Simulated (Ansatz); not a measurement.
# A family of molecules: the HOMO–LUMO gap

One atom is swapped for its congeners: C2H7NSi `CC[Si]N`; C2H7GeN `C[CH2][Ge][NH2]`; C2H7NSn `C[CH2][Sn][NH2]`. All are singlets with charge 0.

Shapes, held fixed at every level: PBE0-D4/def2-TZVP. Flexible molecules stand in one conformer, not always the lowest. Programs: Ansatz 0.2.0. Values in eV.

```json
{"level": "r2SCAN-D4/def2-TZVPP", "C2H7NSi": "3.37", "C2H7GeN": "3.22", "C2H7NSn": "2.87"}
{"level": "B3LYP-D4/def2-TZVPP", "C2H7NSi": "4.58", "C2H7GeN": "4.36", "C2H7NSn": "3.85"}
{"level": "BHLYP-D4/def2-TZVPP", "C2H7NSi": "6.82", "C2H7GeN": "6.56", "C2H7NSn": "5.85"}
{"level": "r2SCAN0-D4/def2-TZVPP", "C2H7NSi": "5.13", "C2H7GeN": "4.94", "C2H7NSn": "4.45"}
{"level": "wB97X-V/def2-TZVPP", "C2H7NSi": "9.27", "C2H7GeN": "9.03", "C2H7NSn": "8.26"}
{"level": "wB97M-V/def2-TZVPP", "C2H7NSi": "8.98", "C2H7GeN": "8.80", "C2H7NSn": "8.01"}
```

At wB97M-V/def2-TZVPP the HOMO–LUMO gap falls at every step, from 8.98 to 8.01 eV. Every level shows the same order. For atoms past krypton def2 sets carry core potentials with scalar relativity. Relativity is left out for Ge unless named. Orbital gaps aren't excitation energies, and the LUMO depends on the basis.

These molecules are heavier carbene analogues, with a divalent Si, Ge or Sn centre carrying an s-rich lone pair and a formally empty p orbital. In the singlet, these are the expected HOMO and LUMO, with the LUMO pushed up by π donation from the amino nitrogen. The narrowing gap down the group probably reflects weaker donation, as the longer bond to nitrogen and the more diffuse p orbital reduce π overlap and leave the acceptor level lower.

The decrease is uneven: at every level, the step from Ge to Sn is larger than that from Si to Ge. This fits the poor shielding by germanium's filled 3d shell, which keeps its valence orbitals close to silicon's in size and energy.

The choice of functional matters far more than the element: the silicon compound's gap runs from 3.37 to 9.27 eV, probably mainly because of the differing amount and range of exact exchange. The ordering is therefore better supported than any single gap, but it doesn't establish how the singlet–triplet separation changes down the group.
